The most compressed cell of this SiNi₃ series looks wrong. At 9.029 Å³/atom the pressure is 45.77 GPa, while the most expanded cell, at 11.830 Å³/atom, is under a tension of only 23.24 GPa. Both differ from the unstrained crystal by the same 4.5 % in edge length, one shorter and one longer. A spring pushed and pulled by equal amounts should answer with equal forces, and here one pressure is about twice the other. Pressure is force per area, but the cell faces differ in area by only about 20 %, which cannot account for a factor of two.

SiNi₃ (Pm-3m, 4-atom cell) under equal strain along all axes, computed with Ansatz 0.2.0: non-spin-polarized PBEsol, scalar-relativistic PAW, 420 eV plane-wave cutoff, 16×16×16 k mesh, Gaussian smearing of 0.1 eV. Energies are taken at zero smearing, relative to the elements' standard crystals in the same functional; pressure is positive in compression.

| volume (Å³/atom) | shortest distance (Å) | energy over elements (eV/atom) | pressure (GPa) |
| --- | --- | --- | --- |
| 9.029 | 2.337 | -0.363 | 45.77 |
| 9.461 | 2.374 | -0.460 | 27.14 |
| 9.907 | 2.411 | -0.514 | 12.07 |
| 10.367 | 2.447 | -0.530 | -0.05 |
| 10.840 | 2.484 | -0.515 | -9.70 |
| 11.328 | 2.521 | -0.473 | -17.32 |
| 11.830 | 2.558 | -0.409 | -23.24 |

The suspicion rests on the harmonic approximation, in which a solid has one fixed stiffness. For a change of volume it reads P = −B(V − V₀)/V₀, where P is the pressure, V the volume per atom, V₀ its value in the unstrained cell and B the bulk modulus. The cell at 10.367 Å³/atom serves as the reference, because its pressure of −0.05 GPa is practically zero. A negative pressure means that the crystal is held open and pulls inwards.

The law can be put to work by hand. The two neighbours of the reference cell give B = 10.367 × (12.07 + 9.70)/(10.840 − 9.907), or about 242 GPa. For the most compressed cell the law then predicts 242 × (10.367 − 9.029)/10.367, which is about 31 GPa. This row took no part in finding B, and the prediction falls short of the computed pressure by 32 %. In the most expanded cell, equally untouched, the law errs the other way and gives 47 % too much tension.

Either the row or the law is at fault, and the energies can decide. Pressure is the downhill slope of energy against volume, so a smooth curve through the energies gives a second set of pressures that makes no use of the computed stresses. A cubic polynomial in a suitable strain, fitted to the energies of all seven rows (taken, here and for the parabola below, with the small smearing term to which the stress belongs and with more digits than the table prints), reproduces every pressure to within 0.1 GPa. The row that looked wrong is therefore consistent with its neighbours, and the fixed stiffness has to go.

The same test is blind to another approximation. Energy and stress come from the same electronic state, in which the magnetic moments were set to zero, so their agreement cannot reveal a magnetic state of lower energy. A rough estimate can be made from the smearing of the electron occupations, which points to about 2 electronic states per eV and cell at the Fermi level. With a recalled exchange (Stoner) parameter near 1 eV, and all these states placed on nickel, the product that must reach 1 before the nonmagnetic state becomes unstable towards ferromagnetism stays below 0.4. A nonmagnetic crystal is thus plausible over this range, but only a calculation with spin could settle it.

What gives the harmonic law away is the stiffness between successive rows. It is about 399 GPa between the two smallest cells and about 137 GPa between the two largest, and it falls at every step in between. This stiffness is the drop in pressure per relative change of volume from one row to the next; under the harmonic law it would even rise, in proportion to the volume. The value of 242 GPa, a slope across the two neighbours and slightly above the 239.7 GPa that the cubic fit gives at the reference cell itself, is thus a local property of the crystal near its unstrained volume, and a strain of 4.5 % leads well outside the region where it holds.

Two limiting cases show why the stiffness has to change. Squeezed towards zero volume, a harmonic crystal would never push back with more than B itself, about 242 GPa. Real electrons resist far more strongly: the Pauli principle bars the electrons of overlapping clouds from sharing the same states, and confinement in less space raises their kinetic energy steeply. Pulled apart, a harmonic crystal would resist with a tension that grows without end, whereas separated atoms no longer hold each other at all.

Between these limits the energy curve must be steep on the compressed side and flatten on the expanded side. The table shows the beginning of both. Relative to the unstrained cell, the energy has risen by 0.167 eV/atom in the smallest cell but by only 0.121 eV/atom in the largest. The lopsidedness belongs to the computed curve; its origin in kinetic energy and fading bonds is argued here and not shown, since the totals are not split into such parts.

The failure also reaches a place where it is easily overlooked, the unstrained cell. One way to find the equilibrium volume is to lay a parabola through a set of energies and read off its lowest point. Through all seven energies of this series, that point lies 0.14 Å³/atom, or 1.3 %, above the volume of the unstrained cell. The parabola would also assign that cell a pressure of 3.2 GPa, although the computed stress there is practically zero.

The parabola goes astray because it is symmetric and the computed curve is not. To follow the steep compressed side as well as the flat expanded side, it slides towards larger volume. At the reference cell it still meets the energy to within 0.2 meV/atom, but it crosses the computed curve there with the wrong slope. A good energy at one point is therefore no guarantee of a good pressure at the same point.

The misses of the parabola carry a warning that their size hides. The largest is 9 meV/atom, which seems harmless beside a formation energy of −0.530 eV/atom. Yet it is more than half of the roughly 15 meV/atom that separates the unstrained cell from its neighbours, and that small difference is what locates the minimum. The signs also come in runs: the parabola lies too low in the smallest cell, too high in the next two, too low in two of the expanded cells and too high in the last. This is the pattern a left-out cubic term produces. With seven points the order alone proves little, since the misses of any fitted parabola must change sign at least three times; the proof is that the cubic fit in strain cuts the typical miss from 7.6 to about 0.02 meV/atom.

A better law needs no second elastic constant, only a better measure of strain. Let X be the edge length divided by that of the unstrained cell, and let the energy grow as the square of u = X⁻² − 1. This quantity changes faster under compression than under expansion, so the lopsidedness is built in. With the prefactor chosen to give the correct B at X = 1, the energy is (9/8)V₀Bu². Its downhill slope against V = V₀X³ gives the second-order Birch–Murnaghan law, P = 1.5B(X⁻⁷ − X⁻⁵).

With the same 242 GPa, and again without help from the outer rows, this law gives 44.1 GPa for the most compressed cell. The shortfall shrinks from 14.6 to 1.7 GPa. In the most expanded cell the tension is too large by 1.3 GPa instead of 10.9. The success shows that the strain measure suits the shape of the curve; it does not identify the electronic cause.

The small remainder has a clear meaning. The law implies that the bulk modulus rises by 4 GPa for each GPa of pressure near the unstrained volume, while the cubic fit to all energies gives 4.7. This crystal stiffens somewhat faster than the formula assumes, so the formula gives too little pressure on one side and too much tension on the other. The printed output below sets the models side by side.

The same number tells how far the harmonic law can be trusted. Call the rate of stiffening B′ and the relative change of volume x. The next term in the expansion of the pressure changes the harmonic value by a fraction (1 + B′)|x|/2, upwards in compression and downwards in tension. For the neighbours of the unstrained cell, |x| is about 0.045, and with B′ = 4.7 the correction is close to 13 %. The computed pressures differ from the harmonic ones by about 12 %, so an edge strain of only 1.5 % already matters.

This sets a working limit for turning a change of lattice into a pressure with a fixed modulus. The numbers are those of a static lattice in PBEsol, which the agreement of energy and stress cannot test and which is expected to give nickel compounds a somewhat small volume and high B. To keep the correction below 5 %, the volume may change by no more than about 2 × 0.05/5.7, or 1.8 %, which is some 0.6 % in edge length. The limit applies to equal strain along all three axes, the only kind of strain in this series. For another metal the quantity to look up is B′ rather than B: at equal strain a stiffer crystal has larger pressures, but it leaves the harmonic law at a smaller strain only if its B′ is larger too.

Output of the analysis:

```
fit of fe on 7 rows: constant -0.1339 +/- 0.0058, coefficient of dv -0.02004 +/- 0.0041, coefficient of dv*dv 0.07354 +/- 0.005; rms 0.0076, worst 9.029 -0.00887, leave-one-out rms 0.0203
fit of fe on 7 rows: constant -0.1341 +/- 1.5e-05, coefficient of u -0.005907 +/- 0.00045, coefficient of u*u 17.45 +/- 0.0034, coefficient of u*u*u 6.154 +/- 0.066; rms 1.74e-05, worst 10.367 3.26e-05, leave-one-out rms 7.78e-05
Models by row (pressures in GPa):
     row   Hooke  finite strain  parabola slope  cubic strain slope  parabola miss meV/atom  B from previous row GPa  energy rise eV/atom  states/eV/cell
   9.029   31.22          44.08           34.74               45.84                  -8.869                      n/a                0.167           1.719
   9.461   21.14          26.57           24.56               27.13                   8.509                    398.6                 0.07           1.807
   9.907   10.73          12.02           14.05               12.04                   8.443                    327.2                0.016           1.895
  10.367       0              0           3.211            -0.06086                   0.163                      267                    0           1.982
   10.84  -11.04         -9.871          -7.935              -9.688                  -7.913                    216.3                0.015           2.068
  11.328  -22.42         -17.96          -19.44              -17.31                   -7.88                      173                0.057           2.153
   11.83  -34.14         -24.53          -31.26              -23.28                   7.547                    136.5                0.121           2.237
Bulk modulus from the two inner neighbours, GPa: 241.9
Hooke less computed pressure, smallest cell, GPa: -14.55
Same in percent of the computed pressure: -31.79
Hooke less computed pressure, largest cell, GPa: -10.9
Excess of the tension in percent, largest cell: 46.89
Finite strain less computed pressure, smallest cell, GPa: -1.687
Finite strain less computed pressure, largest cell, GPa: -1.291
Parabola minimum less unstrained volume, A^3/atom: 0.1363
Same shift in percent of the volume: 1.314
Largest gap between cubic strain slope and printed pressure, GPa: 0.07349
Bulk modulus from the cubic strain fit, GPa: 239.7
Pressure derivative of the bulk modulus, cubic strain fit: 4.705
Ratio of largest to smallest interval bulk modulus: 2.92
Largest Stoner product, rough parameter 1 eV, density all on three Ni: 0.3728
```
